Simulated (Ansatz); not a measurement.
# Swapping CH3 for F on C: the HOMO–LUMO gap

On one C centre, n of the CH3 ligands are replaced by F. The HOMO–LUMO gap y in eV at wB97X-V/def2-TZVPP. Shapes, held fixed at every level: PBE0-D4/def2-TZVP. Programs: Ansatz 0.2.0.

| molecule | n | y (eV) |
| --- | --- | --- |
| C5H12 | 0 | 14.22 |
| C3H6F2 | 2 | ? |
| C2H3F3 | 3 | 16.71 |
| CF4 | 4 | 19.96 |

Task: Fit y = c + s·n to the known rows and predict C3H6F2.

Result: 
1. Means of the 3 rows: n = 2.33333, y = 16.963.
2. Σ(Δn)² = 8.6667, Σ(Δn·Δy) = 11.227, so the slope is 11.227/8.6667 = 1.2954.
3. Intercept: 16.963 − (1.2954) × 2.33333 = 13.940. The largest residual of the fit is 1.12.
4. C3H6F2: 13.940 + (1.2954) × 2 = 16.53 eV.

The run gave 15.01 eV, so the prediction is off by +1.52 eV, about the scatter of the fit. The step per swap changes from +0.39 to +3.25 eV along the series, so a line misses the bend. Other levels give for C3H6F2: SPW92/def2-TZVPP 8.21; r2SCAN-D4/def2-TZVPP 9.42; wB97M-V/def2-TZVPP 14.48 eV. Orbital gaps aren't excitation energies, and the LUMO depends on the basis.

The gap widens with every step of fluorination in the computed series, but most steeply when the last methyl group goes. Fluorine's electronegativity lowers the occupied levels inductively, yet as long as a methyl group remains, the HOMO can keep substantial C–H and C–C σ-bonding character. CF4 has neither kind of bond, and its highest occupied orbitals are tightly bound fluorine lone pairs. This change in orbital character probably accounts for much of the final jump and for the upward curvature. The fitted slope is therefore an average over different electronic situations, not a transferable contribution per fluorine, and the straight line overestimates the gap of C3H6F2 because it misses the upward bend of the series. The much smaller SPW92 and r2SCAN gaps for this molecule probably reflect the missing derivative discontinuity in semilocal Kohn–Sham gaps. Without the separate frontier-orbital energies, the share of the widening due to HOMO stabilisation rather than a shift of the LUMO remains undetermined.
